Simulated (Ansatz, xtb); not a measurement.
# C4H11B: which of two isomers lies lower

We compare I, `CCBCC`, a singlet, with II, `CBCCC`, a singlet. Both are isolated molecules in the gas phase, relaxed with r2SCAN-D4/def2-SVP; each stands in its lowest conformer found.

Quicker runs give these differences E(II) − E(I): GFN2-xTB −2.3 kcal/mol; HF/STO-3G −1.8 kcal/mol (at GFN2-xTB geometries); r2SCAN-D4/def2-SVP//GFN2-xTB −2.5 kcal/mol.

Task: Estimate E(II) − E(I) at the level CCSD(T)/def2-SVP + ΔMP2/def2-TZVPP.

Result: Calculated at CCSD(T)/def2-SVP + ΔMP2/def2-TZVPP: E(II) − E(I) = −2.6 kcal/mol, so structure II lies lower.

The same difference at several levels:

| level | geometry | E(II) − E(I) (kcal/mol) | departure from the last row (kcal/mol) | job, with rough time for the two |
| --- | --- | --- | --- | --- |
| GFN2-xTB | GFN2-xTB | −2.3 | +0.3 | optimisation, 0.54 s |
| HF/STO-3G | GFN2-xTB | −1.8 | +0.8 | single point, 0.7 s |
| r2SCAN-D4/def2-SVP//GFN2-xTB | GFN2-xTB | −2.5 | +0.1 | single point, 5.6 s |
| r2SCAN-D4/def2-SVP | r2SCAN-D4/def2-SVP | −2.4 | +0.1 | optimisation, 99 s |
| HF/def2-SVP | r2SCAN-D4/def2-SVP | −2.3 | +0.3 | part of the CCSD(T) run |
| MP2/def2-SVP | r2SCAN-D4/def2-SVP | −2.7 | −0.1 | part of the CCSD(T) run |
| CCSD(T)/def2-SVP | r2SCAN-D4/def2-SVP | −2.5 | +0.1 | single point |
| CCSD(T)/def2-SVP + ΔMP2/def2-TZVPP | r2SCAN-D4/def2-SVP | −2.6 |  | single point, 84 s |

As drawn, both hold the same kinds of bond in the same numbers.

The levels shown agree on the order. The largest departure from CCSD(T)/def2-SVP + ΔMP2/def2-TZVPP is that of HF/STO-3G, 0.8 kcal/mol. The last row adds to CCSD(T) the change of the MP2 difference between the two basis sets, here −0.1 kcal/mol.

With thermal terms from frequencies at re-optimised GFN2-xTB minima (ideal gas, soft modes damped towards free rotors, one conformer each, 298.15 K, 1 atm): the zero-point term adds −0.1 kcal/mol; ΔH is −2.7 and ΔG −2.8 kcal/mol.

The correlated steps freeze 5 core orbitals. Run with Ansatz 0.2.0, xtb 6.7.1; the last row on 2 threads of Intel(R) Xeon(R) Processor @ 2.70GHz on a shared host.

Methyl(propyl)borane lies modestly below diethylborane, and since Hartree–Fock with the def2-SVP basis already gives −2.3 kcal/mol of the final −2.6, the preference is mostly a mean-field bonding effect, with correlation adding little. Both molecules keep a three-coordinate boron with one B–H and two B–C bonds. In effect, the change replaces a boron-bound CH2 and a carbon-bound CH3 with a boron-bound CH3 and a CH2 between two carbons. Boron is less electronegative than carbon, so the attached carbon carries extra electron density, which a methyl group probably accommodates better than a more substituted carbon. Hyperconjugation into the empty boron p orbital operates in both isomers and need not favour either strongly. The thermal terms leave the order intact, supporting a gas-phase preference for the methyl(propyl) monomer, though not a separation of the electronic contributions behind it. Dialkylboranes readily dimerise through B–H–B bridges, so this monomer ordering need not carry over to the dimers.
